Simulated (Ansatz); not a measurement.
**Ligand exchange: CH3Br + GeH2(CH3)Cl → CH3Cl + GeH2(CH3)Br**

Species: CH3Br (bromomethane) `CBr`, singlet; GeH2(CH3)Cl, singlet; CH3Cl (chloromethane) `CCl`, singlet; GeH2(CH3)Br, singlet. The partners trade Br for Cl: C–Br and Ge–Cl bonds give way to C–Cl and Ge–Br.

Shapes, held fixed at every level: PBE0-D4/def2-TZVP. Programs: Ansatz 0.2.0. The zero-point and thermal change to 298 K, harmonic and unscaled (PBE0-D4/def2-TZVP), is +0.7 kJ/mol.

| level | kind | ΔH(298 K) (kJ/mol) | less CCSD(T)/def2-TZVPP | CPU time (sum over the molecules) |
| --- | --- | --- | --- | --- |
| HF/def2-TZVPP | Hartree–Fock | +0.7 | -3.2 | – |
| r2SCAN-D4/def2-TZVPP | meta-GGA | +1.5 | -2.4 | 38 s |
| wB97M-V/def2-TZVPP | range-separated hybrid | +1.5 | -2.4 | 83 s |
| B2PLYP/def2-TZVPP | double hybrid | +2.8 | -1.1 | 36 s |
| CCSD(T)/def2-SVP | coupled cluster or CI | +1.1 | -2.8 | 28 s |
| CCSD/def2-TZVPP | coupled cluster or CI | +3.5 | -0.4 | – |
| CCSD(T)/def2-TZVPP | coupled cluster or CI | +3.9 | 0.0 | 8.3 min |

The highest level, CCSD(T)/def2-TZVPP, gives ΔH(298 K) = +3.9 kJ/mol; the levels span +0.7 to +3.9. That is about zero within the method's error. The column of differences is taken from that level and isn't an error. No measured value is set beside it here. Relativity is left out for Br, Ge. Outer-core shells of Br, Ge are correlated in most correlated rows, in sets that cover them unevenly. Times are processor times on shared x86 and Arm servers, and rough.

The exchange is close to thermoneutral because it conserves the number and type of bonds: one carbon–halogen and one germanium–halogen bond stand on each side. Chlorine binds more strongly than bromine to either centre, so the gain at carbon is largely cancelled by the loss at germanium. What remains is the difference between the two preferences. The more electropositive germanium forms the more polar bonds and should favour the smaller, more electronegative chlorine slightly more, which fits the positive sign at every level, though the values are too small to establish that preference.

At Hartree–Fock the thermal term accounts for essentially the whole enthalpy, leaving almost no electronic preference. Correlation moves the balance towards the reactants, and most of that shift is already present in CCSD, with little added by the triples. Going from def2-SVP to def2-TZVPP changes CCSD(T) by nearly as much as correlation does in the larger basis, so the close agreement between CCSD and CCSD(T) doesn't demonstrate basis-set convergence.
